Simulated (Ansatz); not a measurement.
**Trial structures of Ti3Se: starts and ends**

Theory: DFT PBE, scalar-relativistic, plane waves, PAW (Ansatz 0.2.0). All cells share a 420 eV cutoff and Γ-centred k meshes spaced at most about 0.3 Å⁻¹ (about 0.25 or finer for metals, 2π included). No spin polarisation in the final relaxations.

Each guess was relaxed in cell and atoms at zero pressure, within the symmetry of its start. Temperature and zero-point effects are left out. Coordination counts Ti atoms around Se (those within 1.25 times the shortest such distance or 1.15 times the sum of covalent radii).

| guess | made from | start group | V start (Å³/atom) | end group | V end (Å³/atom) | coordination at the end | gap on mesh (eV) | E over the lowest end (meV/atom) |
| --- | --- | --- | --- | --- | --- | --- | --- | --- |
| 1 | random cell | P6/mmm | 19.9 | P6/mmm | 17.5 | Se 12 | 0 | 669 |
| 2 | a Materials Project cell | P-6m2 | 17.6 | P-6m2 | 17.6 | Se 6 | 0 | 11 |
| 3 | random cell | Im-3m | 20.5 | ? | ? | ? | ? | ? |
| 4 | random cell | P4mm | 17.0 | P4/mmm | 16.3 | Se 10 | 0 | 0 |

Guess 3 as it starts:

```
Ti Se
1.0
    -2.73465    2.73465    2.73465
     2.73465   -2.73465    2.73465
     2.73465    2.73465   -2.73465
Ti Se
3 1
Cartesian
  2.7346 0.0000 0.0000
  0.0000 2.7346 0.0000
  0.0000 0.0000 2.7346
  0.0000 0.0000 0.0000
```

Question: Predict the end of this guess and its energy over the lowest end.

Answer: It ends in space group Im-3m (No. 229), with a = 5.290 Å, 18.5 Å³/atom and no gap. It lies 0.71 eV/atom over the lowest end, above guess 1 and so the highest of the set. Counting Ti atoms around Se, this end has Se 6 and the lowest (guess 4) has Se 10.

```
Ti Se
1.0
    -2.64506    2.64506    2.64506
     2.64506   -2.64506    2.64506
     2.64506    2.64506   -2.64506
Ti Se
3 1
Direct
  0.00000 0.50000 0.50000
  0.50000 0.00000 0.50000
  0.50000 0.50000 0.00000
  0.00000 0.00000 0.00000
```

Formation energies are uncorrected and refer to the elements' standard structures at the same level.

Question: Is the lowest end bound against the elements?

Answer: Yes: its formation energy is −0.48 eV/atom. Whether it is stable depends on the other phases of the system, which aren't compared here.

The k mesh leaves some 4 meV/atom of noise in the energy of each metallic cell. The reference form of Se is held partly by dispersion forces, which this level lacks. Cells relaxed within their symmetry can be saddle points. Some candidate types were left out of the draw beforehand, so a known form may be missing.

Neither selenium coordination nor density alone orders these structures. Guesses 2 and 3 both end with Se 6 yet lie at opposite ends of the energy range, while guesses 1 and 2 have nearly equal volumes but very different energies. What sets guess 3 apart is its framework: titanium and selenium together occupy a simple cubic lattice, so each titanium has only four titanium and two selenium nearest neighbours, all at the same distance. Symmetry fixes every site, leaving the cell length as the only freedom, so Ti–Ti and Ti–Se contacts can't adjust separately. In so metal-rich a compound, much of the cohesion should come from Ti d–d bonding, which this open packing probably serves poorly.

The excess energies of guesses 1 and 3 exceed the binding of the lowest end, so both are unbound against the elements. Guesses 2 and 4 are both bound and close in energy, which suggests that quite different selenium environments can serve the metal framework almost equally well; the preference for guess 4 is slight.
